**A hand rule for $\chi T$ of 3d ions in an octahedron of point charges**

The table holds the ground level, first excitation and $\chi T$ at 2, 50 and 300 K of Ti3+ to Cu3+ among six charges of −1 e, from state-averaged CASSCF over the 3d shell with spin-orbit state interaction (OpenMolcas, ANO-RCC-VDZP, DKH2). The program tests a rule without fitted constants: ligand field first for up to five d electrons, spin-orbit coupling first ($J=L+S$, cubic ground level, excited states lumped at the tabulated gap) beyond, with rough recalled values of $\zeta$. It compares the rule with spin-only, with field first applied to the late ions and with the unsplit free-ion multiplet. The median error relative to the table is 3 to 4 % at each temperature, against 18 to 45 % for spin-only. The rule fails in relative terms for the near-zero moments of V and Ti at 2 K, is still 27 % high for V at 50 K, overshoots Mn by 6 to 18 %, and is 10 % and 17 % high for Co and Ni at 300 K. The choice of branch was made with the table in view, five rows take their gap from the table, and the point-charge field is far weaker than that of real ligands.

Calculated values. OpenMolcas 26.06, state-averaged CASSCF over the 3d shell with spin-orbit state interaction (atomic mean-field integrals), ANO-RCC-VDZP basis, DKH2 Hamiltonian, point nucleus. Each 3+ ion sits at the centre of a regular octahedron of six point charges of -1 e. χT is the powder value from Van Vleck's formula; ground levels carry octahedral double-group labels.

## Program and output

```python
# Table: chiT (cm3 K/mol) at 2, 50, 300 K and first gap of 3d(n) 3+ ions among six -1 point charges; OpenMolcas CASSCF + spin-orbit, ANO-RCC-VDZP, DKH2.
# Tested: hand rule (field first for n<=5, spin-orbit first for n>5) against spin-only and the free-ion multiplet.
T = {
    'ion': ['Ti3+', 'V3+', 'Cr3+', 'Mn3+', 'Fe3+', 'Co3+', 'Ni3+', 'Cu3+'],
    'n': [1, 2, 3, 4, 5, 6, 7, 8],
    'charge_distance': [1.94, 1.96, 1.89, 1.61, 1.85, 2.23, 1.77, 2.05],  # Å
    'mult': [2, 3, 4, 5, 6, 5, 4, 3],
    'label': ['G8', 'E', 'G8', 'A1', 'unlabelled', 'T2', 'G6', 'T2'],
    'deg': [4, 2, 4, 1, 6, 3, 2, 3],
    'gap': [229, 31.9, 3120, 17.2, 36500, 169, 409, 974],  # 1/cm
    'chi_2': [0.008, 0.006, 1.43, 0.411, 4.39, 3.57, 2.2, 2.47],  # cm3 K/mol
    'chi_50': [0.117, 0.17, 1.46, 2.65, 4.39, 4.22, 2.69, 2.55],  # cm3 K/mol
    'chi_300': [0.466, 0.866, 1.62, 2.83, 4.39, 5.05, 4.24, 2.97],  # cm3 K/mol
}
import numpy as np
from scipy import constants as sc
K = sc.k/(sc.h*sc.c*100); C3 = 0.1*sc.N_A*sc.value('Bohr magneton')**2/sc.k; C = C3/3; M = C3*K
ion = [s[:-2] for s in T['ion']]; n = T['n']; gap = np.array(T['gap'], float); R = T['charge_distance']
S = (np.array(T['mult'])-1)/2; L = [2, 3, 3, 2, 0, 2, 3, 3]
zeta = np.array([150, 210, 270, 350, 460, 580, 710, 890.])  # rough recalled values, cm-1
tab = np.array([T['chi_2'], T['chi_50'], T['chi_300']], float).T; ts = (2, 50, 300)
# further outputs of the same runs: chiT at 5 and 10 K, Ti chiT at 150 and 200 K, 10Dq from the terms, Ti lowering, V T1 level, Ni g and effective J
c5 = [0.014746, 0.014547, 1.432292, 0, 0, 3.611154, 2.228749, 2.477645]
c10 = [0.026094, 0.029756, 1.435479, 0, 0, 3.680514, 2.279539, 2.486148]; cTi = (0.31347, 0.37889)
Dq = {0: 4340, 1: 5726-2578, 6: 5212-2338}; lowTi = 81.59; T1V = 352.2; gNi = 4.819; Je = 4.425
alpha = {1: -1., 2: -1.5, 6: -1., 7: -1.5}; mz = {6: 2.5, 7: 11/6, 8: 2.5}
lam = lambda i, f=1: f*zeta[i]/(2*S[i])*(1 if n[i] <= 5 else -1)
lande = lambda l, s, a, J: 2+(a-2)*(J*(J+1)+l*(l+1)-s*(s+1))/np.maximum(2*J*(J+1), 1e-9)
def vv(l, s, a, la, t):  # Van Vleck sum, H = a*la*L.S, moment a*L+2S
    J = np.arange(abs(l-s), l+s+.1); E = a*la*J*(J+1)/2
    G = lambda j: ((s+l+1)**2-j*j)*(j*j-(s-l)**2)/np.maximum(j*j, 1e-9)
    tip = M*(2-a)**2/(6*(2*J+1))*(G(J+1)-G(J))/(a*la); w = (2*J+1)*np.exp(-(E-E.min())/(K*t))
    return (w*(C*lande(l, s, a, J)**2*J*(J+1)+tip*t)).sum()/w.sum()
def two(a, d, N, m2, g, E, t):  # d ground states, the other N-d lumped at E
    b = d*m2-a; c = N*m2-a-2*b; x = E/(K*t); e = np.exp(-x)
    return C3*g*g*(a+c*e+2*b*(1-e)/x)/(d+(N-d)*e)
def field(i, t, f=1):
    if n[i] in alpha: return vv(1, S[i], alpha[n[i]], lam(i, f), t)
    if n[i] in (3, 8): return 4*C*(1-4*lam(i, f)/gap[i])**2*S[i]*(S[i]+1)+8*M*t/gap[i]
    return two(0, 1, 10, 2, 2, gap[i], t) if n[i] == 4 else 4*C*S[i]*(S[i]+1)
def jrule(i, t):
    J = L[i]+S[i]
    return two(2*mz[n[i]]**2, T['deg'][i], 2*J+1, J*(J+1)/3, lande(L[i], S[i], 1, J), gap[i], t)
rule = lambda i, t: field(i, t) if n[i] <= 5 else jrule(i, t)
so = 4*C*S*(S+1); P = np.array([[rule(i, t) for t in ts] for i in range(8)]); er = 100*(P/tab-1)
print(f"C={C:.5f} cm3K/mol, N mu^2={M:.4f} cm3/mol*cm-1, k={K:.4f} cm-1/K, kT(300)={300*K:.1f} cm-1")
print("rounding floor: 0.005 (values>1), 0.0005 (<1; 6-8% of Ti,V at 2 K)")
print("ion lambda(cm-1) | rule chiT 2/50/300 K | error % | rule-table")
for i in range(8): print(ion[i], f"{lam(i):5.0f} |", *[f"{x:.3f}" for x in P[i]], '|', *[f"{x:+.1f}" for x in er[i]], '|', *[f"{x:+.3f}" for x in P[i]-tab[i]])
print("ion spin-only, table/spin-only 2,50,300 K | field-first 2,300 K (err%) | free ion 2,300 K (err%)")
for i in range(8):
    a = [field(i, t) for t in (2, 300)]; b = [vv(L[i], S[i], 1, lam(i), t) for t in (2, 300)]; o = tab[i, [0, 2]]
    h = lambda v: ' '.join(f"{x:.3f}({100*(x/y-1):+.0f})" for x, y in zip(v, o))
    print(ion[i], f"{so[i]:.3f}", *[f"{x:.2f}" for x in tab[i]/so[i]], '|', h(a), '|', h(b))
for k, t in enumerate(ts):
    w = np.argmax(abs(er[:, k])); s = 100*abs(so/tab[:, k]-1)
    print(f"{t} K |err|%: rule mean {abs(er[:,k]).mean():.1f} median {np.median(abs(er[:,k])):.1f} worst {ion[w]} {er[w,k]:+.0f}; spin-only mean {s.mean():.0f} median {np.median(s):.0f}")
print(f"2 K without Ti,V (near-zero moments, shown above): rule mean |err| {abs(er[2:,0]).mean():.1f}%")
print(f"Ti run/rule 150 K {cTi[0]:.3f}/{rule(0,150):.3f}, 200 K {cTi[1]:.3f}/{rule(0,200):.3f}; high-T limit of T term: Ti {so[0]+2*C:.3f} V {so[1]+4.5*C:.3f}")
print("ion intercept run/rule (cm3K/mol), slope run/rule (1e-3 cm3/mol), from 5 and 10 K")
for i in (0, 1, 2, 5, 6, 7): print(ion[i], f"{2*c5[i]-c10[i]:.4f} {2*rule(i,5)-rule(i,10):.4f}  {200*(c10[i]-c5[i]):.3f} {200*(rule(i,10)-rule(i,5)):.3f}")
print("ion g from intercept | field-first g | g_J, J-rule g")
for i in (2, 5, 6, 7):
    j = (T['deg'][i]-1)/2; gJ = lande(L[i], S[i], 1, L[i]+S[i])
    gf = lande(1, S[i], alpha[n[i]], j) if n[i] in alpha else 2*(1-4*lam(i)/gap[i])
    print(ion[i], f"{np.sqrt((2*c5[i]-c10[i])/(C*j*(j+1))):.3f} | {gf:.3f} |", f"{gJ:.3f} {gJ*mz[n[i]]/j:.3f}" if n[i] > 5 else '-')
print(f"Ni run g={gNi}; J=9/2 weight from effective J {Je}: {(Je*(Je+1)-15.75)/9:.2f}")
print(f"1st-order gap/run cm-1: Ti {1.5*zeta[0]:.0f}/{gap[0]:.0f} V(T1) {1.5*zeta[1]:.0f}/{T1V:.0f} Co {zeta[5]/2:.0f}/{gap[5]:.0f} Ni {.75*zeta[6]:.0f}/{gap[6]:.0f}")
print(f"Ti zeta = gap - lowering = {gap[0]-lowTi:.0f} cm-1; Fe spin-only with g_e: {so[4]*(sc.value('electron g factor')/2)**2:.3f}")
print("zeta/10Dq:", *[f"{ion[i]} {zeta[i]/d:.3f}" for i, d in Dq.items()], f"Cr(gap) {zeta[2]/gap[2]:.3f}; 4|lam|/gap Cr {4*lam(2)/gap[2]:.3f} Cu {-4*lam(7)/gap[7]:.2f}")
print("10Dq from Ni by R^-5, order of magnitude only, cm-1:", *[f"{ion[i]} {Dq[6]*(R[6]/R[i])**5:.0e}" for i in (5, 7)])
print("zeta -10%/+10%, change of chiT(300) %:", *[f"{ion[i]} {100*(field(i,300,.9)/P[i,2]-1):+.1f}/{100*(field(i,300,1.1)/P[i,2]-1):+.1f}" for i in range(3)])
assert abs(vv(1, 1.5, -1.5, -200, 1e7)/(C*(2.25*2+4*3.75))-1) < 1e-3 and abs(er[4]).max() < 0.5
assert (tab[:4, :2].max(1) < so[:4]).all() and (tab[5:].min(1) > so[5:]).all()
assert so[0] < tab[0, 2] < so[0]+2*C and P[0, 2] > so[0] and (tab[1:4, 2] < so[1:4]).all()
assert abs(er[5:, 0]).max() < 5 and (er[5:, 2] > 0).all()
```

Running it gives:

```
C=0.12505 cm3K/mol, N mu^2=0.2607 cm3/mol*cm-1, k=0.6950 cm-1/K, kT(300)=208.5 cm-1
rounding floor: 0.005 (values>1), 0.0005 (<1; 6-8% of Ti,V at 2 K)
ion lambda(cm-1) | rule chiT 2/50/300 K | error % | rule-table
Ti   150 | 0.005 0.116 0.447 | -42.1 -0.9 -4.1 | -0.003 -0.001 -0.019
V   105 | 0.054 0.216 0.892 | +794.2 +27.0 +3.0 | +0.048 +0.046 +0.026
Cr    90 | 1.469 1.501 1.668 | +2.7 +2.8 +3.0 | +0.039 +0.041 +0.048
Mn    88 | 0.485 2.986 3.001 | +18.0 +12.7 +6.0 | +0.074 +0.336 +0.171
Fe    92 | 4.377 4.377 4.377 | -0.3 -0.3 -0.3 | -0.013 -0.013 -0.013
Co  -145 | 3.552 4.381 5.544 | -0.5 +3.8 +9.8 | -0.018 +0.161 +0.494
Ni  -237 | 2.264 2.796 4.950 | +2.9 +3.9 +16.8 | +0.064 +0.106 +0.710
Cu  -445 | 2.447 2.547 3.066 | -0.9 -0.1 +3.2 | -0.023 -0.003 +0.096
ion spin-only, table/spin-only 2,50,300 K | field-first 2,300 K (err%) | free ion 2,300 K (err%)
Ti 0.375 0.02 0.31 1.24 | 0.005(-42) 0.447(-4) | 0.301(+3658) 0.610(+31)
V 1.000 0.01 0.17 0.87 | 0.054(+794) 0.892(+3) | 0.335(+5482) 0.946(+9)
Cr 1.876 0.76 0.78 0.86 | 1.469(+3) 1.668(+3) | 0.079(-94) 1.064(-34)
Mn 3.001 0.14 0.88 0.94 | 0.485(+18) 3.001(+6) | 0.024(-94) 1.795(-37)
Fe 4.377 1.00 1.00 1.00 | 4.377(-0) 4.377(-0) | 4.377(-0) 4.377(-0)
Co 3.001 1.19 1.41 1.68 | 3.080(-14) 4.077(-19) | 5.628(+58) 5.594(+11)
Ni 1.876 1.17 1.43 2.26 | 1.774(-19) 3.269(-23) | 5.502(+150) 5.539(+31)
Cu 1.000 2.47 2.55 2.97 | 8.002(+224) 8.640(+191) | 3.908(+58) 3.929(+32)
2 K |err|%: rule mean 107.7 median 2.8 worst V +794; spin-only mean 2739 median 45
50 K |err|%: rule mean 6.5 median 3.3 worst V +27; spin-only mean 109 median 30
300 K |err|%: rule mean 5.8 median 3.7 worst Ni +17; spin-only mean 27 median 18
2 K without Ti,V (near-zero moments, shown above): rule mean |err| 4.2%
Ti run/rule 150 K 0.313/0.311, 200 K 0.379/0.372; high-T limit of T term: Ti 0.625 V 1.563
ion intercept run/rule (cm3K/mol), slope run/rule (1e-3 cm3/mol), from 5 and 10 K
Ti 0.0034 -0.0000  2.270 2.318
V -0.0007 0.0469  3.042 3.380
Cr 1.4291 1.4679  0.637 0.669
Co 3.5418 3.5170  13.872 17.357
Ni 2.1780 2.2416  10.158 11.082
Cu 2.4691 2.4424  1.701 2.091
ion g from intercept | field-first g | g_J, J-rule g
Cr 1.746 | 1.769 | -
Co 3.763 | 3.500 | 1.500 3.750
Ni 4.819 | 4.333 | 1.333 4.889
Cu 3.142 | 5.655 | 1.250 3.125
Ni run g=4.819; J=9/2 weight from effective J 4.425: 0.92
1st-order gap/run cm-1: Ti 225/229 V(T1) 315/352 Co 290/169 Ni 532/409
Ti zeta = gap - lowering = 147 cm-1; Fe spin-only with g_e: 4.387
zeta/10Dq: Ti 0.035 V 0.067 Ni 0.247 Cr(gap) 0.087; 4|lam|/gap Cr 0.115 Cu 1.83
10Dq from Ni by R^-5, order of magnitude only, cm-1: Co 9e+02 Cu 1e+03
zeta -10%/+10%, change of chiT(300) %: Ti +3.7/-3.6 V +5.9/-5.5 Cr +2.3/-2.3
```
